**Plane shares of the band-edge valence states in a five-plane MgS(100) slab**

The table holds the share of each atomic plane in the states from $-1.55$ to $0$ eV (zero at mid-gap), from plane-wave PAW LDA with the lower two planes held at bulk positions. The program tests even shares, the band-edge standing wave $\sin^2(n\pi/6)/3$, a five-plane chain with and without a shifted top level, and the form $a + b\sin^2(n\pi/6)$ fitted to rows 1 to 4. The last form meets its four rows within $0.009$ in share and leaves an excess of $0.120$ on the rumpled top plane, while the chain with a shifted top level misses the centre by $0.055$. Point-charge potentials at the sulfur sites do not fix the sign of the top-plane level shift within the rounding of the geometry. One mesh level at the window edge carries $0.036$ of the window, more than the differences between rows 2 and 4 or rows 3 and 5.

Ansatz 0.2.0, plane-wave PAW density functional theory (scalar-relativistic LDA, no spin polarisation), for a five-plane MgS(100) slab with the two lowest planes held at bulk positions. The cutoff is 420 eV, the k mesh 16 × 16 × 1 and the Gaussian smearing 0.05 eV. Plane shares refer to the states between -1.55 and 0 eV, measured from mid-gap.

## Program and output

```python
# Table: shares by atomic plane of the states from -1.55 to 0 eV (zero at mid-gap) in a five-plane MgS(100) slab,
# Ansatz 0.2.0, plane-wave PAW, LDA. Tested: standing waves of a five-plane chain, top-plane excess, point charges.
T = {
    'row': [1, 2, 3, 4, 5],
    'plane_share': [0.117, 0.201, 0.254, 0.194, 0.234],
    'plane_formula': ['MgS', 'MgS', 'MgS', 'MgS', 'MgS'],
    'plane_height': [-10.31, -7.708, -5.164, -2.605, -0.09],  # angstrom
}
import numpy as np
from scipy import constants as C
from scipy.special import erfc, erf
s = np.array(T['plane_share'], float); h = np.array(T['plane_height'], float); n = np.arange(1, 6)
# further outputs and geometry of the same run
a, c, top, lo, nst, nk = 3.679, 30.407, -1.169565, -1.55, 1.71875, 256
wt, wb, dip, fMg, fS = 4.445276, 3.840719, -0.045228, 0.71628, -0.35158
A = a*a; W = top - lo; ke = C.e/(4*np.pi*C.epsilon_0)*1e10
f = lambda v: ' '.join('%+.3f' % x for x in v)
print('sum of shares %.3f; rounding of a share 0.0005' % s.sum())
print('band depth in window %.3f eV; %.1f %% of 30 S 3p states; %.0f levels on the full mesh' % (W, 100*nst/30, nst*nk/2))
print('states per cell by plane:', ' '.join('%.3f' % x for x in s*nst))
print('row5/row1 %.2f; row5-row1 %+.3f; row4-row2 %+.3f; row5-row4 %+.3f; row3/row1 %.2f; row3-row5 %+.3f'
      % (s[4]/s[0], s[4]-s[0], s[3]-s[1], s[4]-s[3], s[2]/s[0], s[2]-s[4]))
print('mirror means: outer %.4f, second %.4f, centre %.3f' % ((s[0]+s[4])/2, (s[1]+s[3])/2, s[2]))
step = 16/nk/nst
print('one level with 8 mesh images: %.4f states, %.3f of the window' % (16/nk, step))
def chain(t, d):
    H = t*(np.eye(5, k=1) + np.eye(5, k=-1)); H[4, 4] = d
    E, V = np.linalg.eigh(H); w = np.clip(W - (E.max() - E), 0, None)
    return (V**2 @ w)/w.sum(), int((w > 0).sum())
def show(name, m):
    print('%s: rms %.3f, worst row %d' % (name, np.sqrt(np.mean((m-s)**2)), np.argmax(abs(m-s))+1))
    print('   model', f(m), '| model-table', f(m-s))
s2 = np.sin(n*np.pi/6)**2
show('uniform', np.full(5, 0.2)); show('band-edge wave sin^2(n pi/6)/3', s2/3)
ts = np.arange(0.005, 0.6, 0.005); ds = np.arange(-0.3, 0.6, 0.005)
err = lambda t, d: np.sum((chain(t, d)[0] - s)**2)
t0 = min(ts, key=lambda t: err(t, 0.0)); m, k = chain(t0, 0.0)
show('symmetric chain, t %.3f eV, %d subbands in window' % (t0, k), m)
t1, d1 = min(((t, d) for t in ts for d in ds), key=lambda p: err(*p)); m, k = chain(t1, d1)
show('chain, t %.3f eV, top shift %+.3f eV, %d subbands' % (t1, d1, k), m)
print('   row4-row2: this chain %+.3f, table %+.3f' % (m[3]-m[1], s[3]-s[1]))
b1, a1 = np.polyfit(s2[:4], s[:4], 1); m = a1 + b1*s2
print('a + b sin^2 on rows 1-4 (rumpled row 5 left out): a %.3f, b %.3f' % (a1, b1))
print('   model-table rows 1-4', f((m-s)[:4]), '| row 5 predicted %.3f, excess %+.3f' % (m[4], s[4]-m[4]))
r5 = -2*h[4]; r4 = (0.581-0.584)*c  # S minus Mg height; fractional sites of the run
print('spacings (A):', f(np.diff(h)), '; change from first (%):', ' '.join('%+.1f' % x for x in 100*(np.diff(h)/np.diff(h)[0]-1)))
print('S above Mg: top plane %.3f A (sites give %.2f), plane 4 %+.2f +- %.2f A' % (r5, 0.006*c, r4, 0.001*c))
print('vertical contacts: top Mg-S %.2f A, top S-Mg %.2f A' % (h[4]-r5/2-h[3]-r4/2, h[4]+r5/2-h[3]+r4/2))
print('held bottom face, force toward the interior: Mg %+.3f, S %+.3f eV/A' % (fMg, fS))
dV = -4*np.pi*ke*dip/A
print('work function top-bottom %.3f eV; step from slab dipole %.3f eV' % (wt-wb, dV))
print('formal-charge dipole of rumples %.2f e A; calculated %.3f e A' % (-2*(r5+r4), dip))
g = np.arange(-8, 9); nx, ny = [x.ravel() for x in np.meshgrid(g, g)]; nz = (nx != 0) | (ny != 0)
Gx, Gy = 2*np.pi/a*nx[nz], 2*np.pi/a*ny[nz]; G = np.hypot(Gx, Gy); al = 0.8
def phiS(z, r):  # 2D Ewald potential (V) at each S, formal charges +2 and -2
    P = [(a/2*((p+u) % 2), z[p] + (0.5-u)*r[p], 4*u-2) for p in range(5) for u in (0, 1)]; out = []
    for xi, zi, qi in P[::2]:
        v = -2*al/np.sqrt(np.pi)*qi
        for xj, zj, qj in P:
            x, d = xi-xj, zi-zj; R = np.sqrt((x+a*nx)**2 + (x+a*ny)**2 + d*d); R = R[R > 1e-9]
            rec = np.cos((Gx+Gy)*x)/G*(np.exp(G*d)*erfc(G/2/al+al*d) + np.exp(-G*d)*erfc(G/2/al-al*d))
            v += qj*(np.sum(erfc(al*R)/R) + np.pi/A*rec.sum() - 2*np.pi/A*(d*erf(al*d) + np.exp(-(al*d)**2)/al/np.sqrt(np.pi)))
        out.append(ke*v)
    return np.array(out)
d0 = a/np.sqrt(2); v = phiS(d0*n, np.zeros(5))
print('flat slab Madelung numbers at S, planes 1-5:', ' '.join('%.3f' % x for x in v*d0/2/ke))
print('unscreened S level shift from plane 1 (eV), planes 2-5, geometry of the run:')
for r3, q in ((0, r4+0.03), (0, r4), (0, r4-0.03), (0.03, r4), (-0.03, r4)):
    v = phiS(h, np.array([0, 0, r3, q, r5]))
    print('   rumple plane 3 %+.2f, plane 4 %+.2f A:' % (r3, q), ' '.join('%+.1f' % x for x in (v[0]-v)[1:]))
assert abs(s.sum() - 1) < 0.0026
assert np.argmax(s) == 2 and np.argmin(s) == 0 and s[4] > s[3]
assert abs(s[3]-s[1]) < step < s[4]-s[0]
assert r5 > 0 and fMg > 0 > fS
```

Running it gives:

```
sum of shares 1.000; rounding of a share 0.0005
band depth in window 0.380 eV; 5.7 % of 30 S 3p states; 220 levels on the full mesh
states per cell by plane: 0.201 0.345 0.437 0.333 0.402
row5/row1 2.00; row5-row1 +0.117; row4-row2 -0.007; row5-row4 +0.040; row3/row1 2.17; row3-row5 +0.020
mirror means: outer 0.1755, second 0.1975, centre 0.254
one level with 8 mesh images: 0.0625 states, 0.036 of the window
uniform: rms 0.047, worst row 1
   model +0.200 +0.200 +0.200 +0.200 +0.200 | model-table +0.083 -0.001 -0.054 +0.006 -0.034
band-edge wave sin^2(n pi/6)/3: rms 0.084, worst row 5
   model +0.083 +0.250 +0.333 +0.250 +0.083 | model-table -0.034 +0.049 +0.079 +0.056 -0.151
symmetric chain, t 0.140 eV, 3 subbands in window: rms 0.041, worst row 1
   model +0.185 +0.207 +0.217 +0.207 +0.185 | model-table +0.068 +0.006 -0.037 +0.013 -0.049
chain, t 0.190 eV, top shift +0.090 eV, 3 subbands: rms 0.029, worst row 3
   model +0.148 +0.212 +0.199 +0.207 +0.235 | model-table +0.031 +0.011 -0.055 +0.013 +0.001
   row4-row2: this chain -0.005, table -0.007
a + b sin^2 on rows 1-4 (rumpled row 5 left out): a 0.069, b 0.178
   model-table rows 1-4 -0.003 +0.002 -0.007 +0.009 | row 5 predicted 0.114, excess +0.120
spacings (A): +2.602 +2.544 +2.559 +2.515 ; change from first (%): +0.0 -2.2 -1.7 -3.3
S above Mg: top plane 0.180 A (sites give 0.18), plane 4 -0.09 +- 0.03 A
vertical contacts: top Mg-S 2.47 A, top S-Mg 2.56 A
held bottom face, force toward the interior: Mg +0.716, S -0.352 eV/A
work function top-bottom 0.605 eV; step from slab dipole 0.605 eV
formal-charge dipole of rumples -0.18 e A; calculated -0.045 e A
flat slab Madelung numbers at S, planes 1-5: 1.682 1.748 1.748 1.748 1.682
unscreened S level shift from plane 1 (eV), planes 2-5, geometry of the run:
   rumple plane 3 +0.00, plane 4 -0.06 A: -0.8 -0.9 -1.7 +0.9
   rumple plane 3 +0.00, plane 4 -0.09 A: -0.8 -0.9 -2.1 +0.1
   rumple plane 3 +0.00, plane 4 -0.12 A: -0.8 -0.9 -2.5 -0.7
   rumple plane 3 +0.03, plane 4 -0.09 A: -0.8 -0.4 -1.3 +0.9
   rumple plane 3 -0.03, plane 4 -0.09 A: -0.8 -1.3 -2.9 -0.7
```
